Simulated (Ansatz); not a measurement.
## Ca₃GeN: energy above lowest point against volume scale

Free energy against uniform scaling of the volume at fixed shape and fractions; periodic cell, basis, potentials, k mesh and filling as listed. The results are calculated, by Ansatz 0.2.0.

The cell before it is scaled or strained (space group Pm-3m, No. 221):
```
CELL_PARAMETERS angstrom
4.75730 0.00000 0.00000
0.00000 4.75730 0.00000
0.00000 0.00000 4.75730
ATOMIC_POSITIONS crystal
Ca 0.00000 0.50000 0.50000
Ca 0.50000 0.00000 0.50000
Ca 0.50000 0.50000 0.00000
Ge 0.00000 0.00000 0.00000
N 0.50000 0.50000 0.50000
```

Settings of every row: functional LDA; dispersion none; potentials PAW; wave cutoff 500 eV; density cutoff 2000 eV; k mesh 5x5x5; k shift 0x0x0; occupations fermi dirac; smearing width 0.1 eV; spin none.

Limits: coarse k mesh, up to 40 meV an atom off; odd electron count without spin.

```
row  volume scale  V (Å³/atom)  energy above lowest point (meV/atom)
  1           0.9        19.38                                  18.9
  2         0.925       19.918                                     6
  3          0.95       20.457                                     0
  4         0.975       20.995                                   0.2
  5             1       21.533                                   5.7
  6         1.025       22.072                                     ?
  7          1.05        22.61                                  30.3
  8         1.075       23.148                                  48.3
  9           1.1       23.687                                  69.4
```

Question: what energy above lowest point should row 6 give?

Worked fit of energy above lowest point. Take u = (V_r/V)^(2/3) − 1 with V_r = 21.264 Å³ an atom, which is twice the finite (Eulerian) strain; such expansions in the strain, on which the Birch-Murnaghan equation of state is built, carry the rest volume and the bulk modulus. The shown rows have u = 0.0638, 0.04456, 0.02613, 0.00852, -0.00835, -0.04009, -0.05502, -0.06941. Least squares give energy above lowest point = 2.33 − 328 × u + 9208 × u² meV/atom; a straight line predicts inner rows, each left out in turn, worse (root mean square 14 against 0.042 meV/atom). The rows lie off it by 0.0, 0.0, 0.0, 0.0, 0.0, 0.0, 0.0, -0.1. Its lowest point lies at u = 0.0178, or V = 20.71 Å³ an atom, and the curvature there gives the bulk modulus at fixed shape and fractions, B = (4/9)(1 + u)² E″(u)/V = 65.6 GPa. The withheld row has u = -0.02456, so the fit gives 2.33 − 328 × (-0.02456) + 9208 × (-0.02456)² = 15.9 meV/atom.

The calculation gave 16 meV/atom. The fit lies 0.1 meV/atom (0.14 % of the column's range) below it, one unit of the last digit.
